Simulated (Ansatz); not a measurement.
# A series in volume scale on MoS₂

All results are calculated (Ansatz 0.2.0). Free energy against uniform scaling of the volume at fixed shape and fractions; periodic cell, basis, potentials, k mesh and filling as listed.

The cell before it is scaled or strained (space group P-3m1, No. 164):
```
CELL_PARAMETERS angstrom
3.22750 0.00000 0.00000
-1.61370 2.79510 0.00000
0.00000 0.00000 6.31250
ATOMIC_POSITIONS crystal
Mo 0.00000 0.00000 0.50000
S 0.33333 0.66667 0.25532
S 0.66667 0.33333 0.74468
```

Settings of every row: functional PBEsol; dispersion none; potentials PAW; wave cutoff 500 eV; density cutoff 2000 eV; k mesh 10x10x5; k shift 0x0x0; occupations fermi dirac; smearing width 0.1 eV; spin none.

Limits: a layered crystal: even scaling strains the bonds within the layers, so this curve is stiffer than the crystal under pressure; coarse k mesh, up to 40 meV an atom off; the cell comes from a prototype or a list of computed structures and needn't be the stable phase.

```csv
row,volume scale,V (Å³/atom),energy above lowest point (meV/atom)
1,0.9,17.084,56.7
2,0.925,17.558,24.2
3,0.95,18.033,5.9
4,0.975,18.508,0
5,1,18.982,?
6,1.025,19.457,19.1
7,1.05,19.931,41.6
8,1.075,20.406,71.1
9,1.1,20.88,106.7
```

Question: what energy above lowest point should row 5 give?

Worked fit of energy above lowest point. Take u = (V_r/V)^(2/3) − 1 with V_r = 18.983 Å³ an atom, which is twice the finite (Eulerian) strain; such expansions in the strain, on which the Birch-Murnaghan equation of state is built, carry the rest volume and the bulk modulus. The shown rows have u = 0.0728, 0.0534, 0.03482, 0.01704, -0.01631, -0.03197, -0.04705, -0.06152. Least squares give energy above lowest point = 4.9 − 588.3 × u + 17575 × u² + 3854 × u³ meV/atom; a parabola predicts inner rows, each left out in turn, worse (root mean square 0.29 against 0.054 meV/atom). The rows lie off it by 0.0, 0.0, 0.0, 0.0, -0.1, 0.1, 0.0, 0.0. Its lowest point lies at u = 0.0166, or V = 18.52 Å³ an atom, and the curvature there gives the bulk modulus at fixed shape and fractions, B = (4/9)(1 + u)² E″(u)/V = 141 GPa. Letting shape and atoms relax would as a rule lower it, by much in layered, chain or molecular crystals. The withheld row has u = 4e-05, so the fit gives 4.9 − 588.3 × (4e-05) + 17575 × (4e-05)² + 3854 × (4e-05)³ = 4.9 meV/atom.

The calculation gave 4.9 meV/atom. The fit meets it to the printed digit.
